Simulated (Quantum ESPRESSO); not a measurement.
# Work function, top-layer force and excess energy of Cu(110) films of 3 to 8 layers with PBE

A metal screens a disturbance within about one atomic layer, so a copper film a few layers thick might be expected to have the work function of a thick crystal. Yet adding a single layer to a thin Cu(110) film can shift it by about a tenth of an electronvolt. Such shifts matter for electron emission, for contact barriers and for the binding of adsorbates on thin films, and they limit how far a thin slab can stand in for a surface. The work function is calculated here as the vacuum level less the Fermi level, together with the force on the top atom and the excess energy of both faces, for unrelaxed slabs and with two sets of pseudopotentials.

## Systems and settings

Quantum ESPRESSO 7.5 (pw.x), driven by a script. Symmetric 1×1 slabs of Cu(110) (fcc) at the tabulated measured lattice constant, atoms at bulk places, 7.5 Å of empty space on each side as the script builds them, with open boundaries by the effective screening medium. Mesh 8×12×1 for all thicknesses, Marzari-Vanderbilt smearing of 0.02 Ry, spin-paired, no spin-orbit coupling. PBE, GBRV ultrasoft: cutoffs 40 and 200 Ry; PBE, SSSP efficiency: cutoffs 45 and 360 Ry. The excess energy is the slab's energy less the number of layers times the slope of a straight line through the thicker slabs; it is twice the surface energy per cell.

Notes on method and selection:

- Confinement between the two faces quantises the states along the normal, so values can oscillate with thickness.
- The measured lattice constant is no functional's own, which adds to the force.
- Runs that did not converge, have known faults or may not be shown are not listed, and runs on Ansatz's PAW sets soft_1 and soft_2 are kept to separate tables.

Columns:

- layers: number of atomic layers.
- Φ (eV): work function: vacuum level outside the slab less the Fermi level.
- force (eV/Å): force on the top atom along the outward normal; negative pulls it inwards.
- excess energy (meV): excess energy of the slab, both faces, per 1×1 cell.

## Table of results

```
member    layers  Φ (eV), PBE, GBRV ultrasoft  Φ (eV), PBE, SSSP efficiency  force (eV/Å), PBE, GBRV ultrasoft  force (eV/Å), PBE, SSSP efficiency  excess energy (meV), PBE, GBRV ultrasoft  excess energy (meV), PBE, SSSP efficiency
3 layers  3       4.378                        4.383                         −0.355                             −0.352                              1809                                      1820
4 layers  4       4.415                        4.419                         −0.243                             −0.256                              1866                                      1876
5 layers  5       ?                            4.300                         ?                                  −0.315                              ?                                         1861
6 layers  6       4.413                        4.418                         −0.323                             −0.352                              1880                                      1891
7 layers  7       4.347                        4.351                         −0.320                             −0.330                              1845                                      1855
8 layers  8       4.432                        4.437                         −0.305                             −0.312                              1868                                      1879
```

Cells marked ? are withheld until the estimate has been made.

## Interpretation

The work function alternates rather than drifts. In the complete SSSP column each of the three even slabs lies above each of the three odd ones. The even mean is (4.419 + 4.418 + 4.437) / 3 = 4.425 eV and the odd mean (4.383 + 4.300 + 4.351) / 3 = 4.345 eV, a difference of 4.425 − 4.345 = 0.080 eV. The odd values alone spread over 4.383 − 4.300 = 0.083 eV, so parity gives the direction of a step but not its size.

The likely cause is confinement. Electron waves reflected between the two faces form discrete levels along the normal, and a new level reaches the Fermi energy each time the film grows by π/(k·d) layers, where k is the Fermi wave vector along the normal and d the layer spacing. With rough free-electron sizes for copper, k = 1.4 Å⁻¹ and d = 1.3 Å, this gives 3.1 / (1.4 × 1.3) = 1.7 layers. A period near two, sampled at whole layers, appears as an odd-even alternation. The fixed in-plane mesh may alter its amplitude.

The excess energy alternates in the same sense, with even slabs at 1876 to 1891 meV and odd ones at 1820 to 1861 meV. Half of it belongs to each face: for 8 layers, 1879 / 2 = 940 meV per surface cell. The whole spread, 1891 − 1820 = 71 meV, is about 4 % of the excess energy.

The force is inward in every row shown but does not follow parity. Atoms at the surface have lost neighbours, and the electron density smooths itself over the open (110) face, which draws the top layer in. PBE prefers a slightly larger copper lattice than the measured one, so the slabs are somewhat compressed; this pushes outwards and weakens the pull. The two pseudopotential sets differ most in the force at 6 layers, by 0.352 − 0.323 = 0.029 eV/Å, so small changes from one thickness to the next carry little meaning.

## A prediction

Plain estimates from the members shown:

- 5 layers (PBE, GBRV ultrasoft), straight-line interpolation between 4 layers and 6 layers: w = (5 − 4) / (6 − 4) = 0.500, so 4.415 + 0.500 × (4.413 − 4.415) = 4.414 eV
- 5 layers (PBE, GBRV ultrasoft), from its own PBE, SSSP efficiency value plus the mean shift PBE, GBRV ultrasoft − PBE, SSSP efficiency over the other 5 members (−0.005, standard deviation 4.9×10⁻⁴): 4.300 − 0.005 = 4.295 eV

Interpolation between 4 and 6 layers gives 4.414 eV, but it places an odd film on the line joining two even ones. The same construction for 7 layers in the GBRV column gives (4.413 + 4.432) / 2 = 4.423 eV against the calculated 4.347 eV, too high by 4.423 − 4.347 = 0.076 eV.

The better route starts from the SSSP value for the same 5-layer film. Both columns use PBE, the same atomic positions, mesh and smearing, so they should contain nearly the same confined levels. What remains is the difference in pseudopotentials and cutoffs, and in the five shared rows it lowers the GBRV work function by 0.004 to 0.005 eV, whether the film is odd or even.

Tried on 7 layers, with the mean shift taken from the other four rows, the route gives 4.351 − 0.005 = 4.346 eV, which misses the calculated value by 0.001 eV. The larger disagreement in the forces gives no reason for a further correction: at 6 layers, where it is greatest, the work-function shift is the usual −0.005 eV.

For 5 layers the estimate is therefore 4.300 − 0.005 = 4.295 eV. The shift scatters by 0.0005 eV, and the rounding of the printed values adds a similar amount, so the standard error is set at 0.001 eV.

**Committed estimate, 5 layers (PBE, GBRV ultrasoft): Φ = 4.295 ± 0.001 eV.**

## Outcome

```
member    level                layers  Φ (eV)  force (eV/Å)  excess energy (meV)
5 layers  PBE, GBRV ultrasoft  5       4.297   −0.299        1851
```

```
member                          estimate                         Φ (eV)  computed  estimate − computed  miss in error bars
5 layers (PBE, GBRV ultrasoft)  committed                        4.295   4.297     −0.002               2.0
5 layers (PBE, GBRV ultrasoft)  interpolation                    4.414   4.297     +0.117
5 layers (PBE, GBRV ultrasoft)  shift from PBE, SSSP efficiency  4.295   4.297     −0.002
```

The estimate of 4.295 eV is 0.002 eV below the calculated 4.297 eV. That is two of its error bars, so the result lies outside the stated range. It equals the plain shift from the SSSP value, because it was the same calculation, and is far closer than interpolation, which is 0.117 eV too high.

The argument that both pseudopotential sets carry the same thickness dependence was right. From 4 to 5 layers the work function falls by 4.415 − 4.297 = 0.118 eV with GBRV and by 4.419 − 4.300 = 0.119 eV with SSSP. The error bar was wrong: five shifts that agree to within the last printed digit did not justify ±0.001 eV, and ±0.002 eV would have been more sensible.

The drop at 5 layers therefore does not come from the choice of pseudopotential. It fits confinement between the faces, which depends on thickness and hardly on how the ion cores are described, though an effect of the shared in-plane mesh would also appear with both sets.

## Exceptions

Three values stand apart, each in a different column and each with both pseudopotential sets. The GBRV numbers are used here.

The 5-layer film has the lowest work function, 4.297 eV. The next lowest, at 7 layers, is higher by 4.347 − 4.297 = 0.050 eV. A confined level close to the Fermi energy is a likely reason. The 8×12 in-plane mesh may exaggerate the dip, and since both sets use that mesh, their agreement is no check on it.

The 4-layer film has the weakest inward force, −0.243 eV/Å, where the other five lie between −0.299 and −0.355 eV/Å. The gap of 0.299 − 0.243 = 0.056 eV/Å is about twice the largest difference between the two sets. Confinement may shift charge between the outer layers and so weaken the pull, though the columns contain no charge density to show it.

The 3-layer film has the lowest excess energy, 1809 meV against 1845 meV for the next. Counting broken nearest-neighbour bonds does not explain this, because a 3-layer film has as many of them as a thicker one. Interaction between the two faces through the confined states is a likely cause. Part of the difference may also come from the fitted slope: the thicker slabs oscillate too, and an error in the slope tilts the whole column.

## Against measurement

```
member    quantity  measured  computed, PBE, GBRV ultrasoft  computed − measured  conditions                                                                                                                    source
8 layers  Φ (eV)    4.56      4.432                          −0.128               compiled values differ between sources by a tenth of an eV or more; compiled experimental value; Cu(110) single-crystal face  [1]
```

Sources:

[1] "Anisotropic work function of elemental crystals" (2019, arXiv:1902.07811)

Only the 8-layer film has a measured value beside it: 4.56 eV for the face of a single crystal, against 4.432 eV computed, a difference of −0.128 eV. Compiled values differ between sources by a tenth of an electronvolt or more, so this one number does not settle whether the calculation is too low.

The choice of thickness matters as much. The GBRV work functions span 4.432 − 4.297 = 0.135 eV, and the 8-layer film is the highest of them. Set against the 5-layer film, the same measurement would give 4.297 − 4.56 = −0.263 eV.

PBE often gives metal work functions somewhat below measured ones, roughly by one or two tenths of an electronvolt, which would fit the sign found here. On the experimental side, steps usually lower the work function of a metal face, while adsorbed oxygen usually raises it.

The alternation with thickness is not tested by this comparison, since a macroscopic crystal has no counterpart to the individual films. The forces and excess energies are not compared with experiment here.

## Summary

From 3 to 8 layers, even films have the higher work function and the higher excess energy with both pseudopotential sets. The rough confinement period is not exactly two layers, so this order may slip in thicker films.

A value from the other set, corrected by the mean shift between the sets, predicts the 5-layer work function to about 0.002 eV. Interpolation between neighbouring thicknesses misses by roughly 0.08 to 0.12 eV. Averaging two successive films is more useful: the five GBRV averages span only about 0.04 eV, against 0.135 eV for single films.

For 8 layers with GBRV the surface energy is 1868 / 2 = 934 meV per surface cell, or 934 / 1000 = 0.934 eV. The cell area is a²/√2, which for a rough lattice constant a of 3.6 Å is 3.6 × 3.6 / 1.41 = 9.2 Å². With 1 eV/Å² equal to about 16 J/m², this is 0.934 / 9.2 × 16 = 1.6 J/m².

Relaxation is the omitted effect that exceeds the spread in the force column: it would bring the force from about −0.3 eV/Å to zero. Its effect on the work function is probably only a few hundredths of an electronvolt.

[Logs are printed without paths, hosts, clocks, repeated set-up lines and the standing remarks that a program may print on its own settings, such as how far it seeks lower states.]
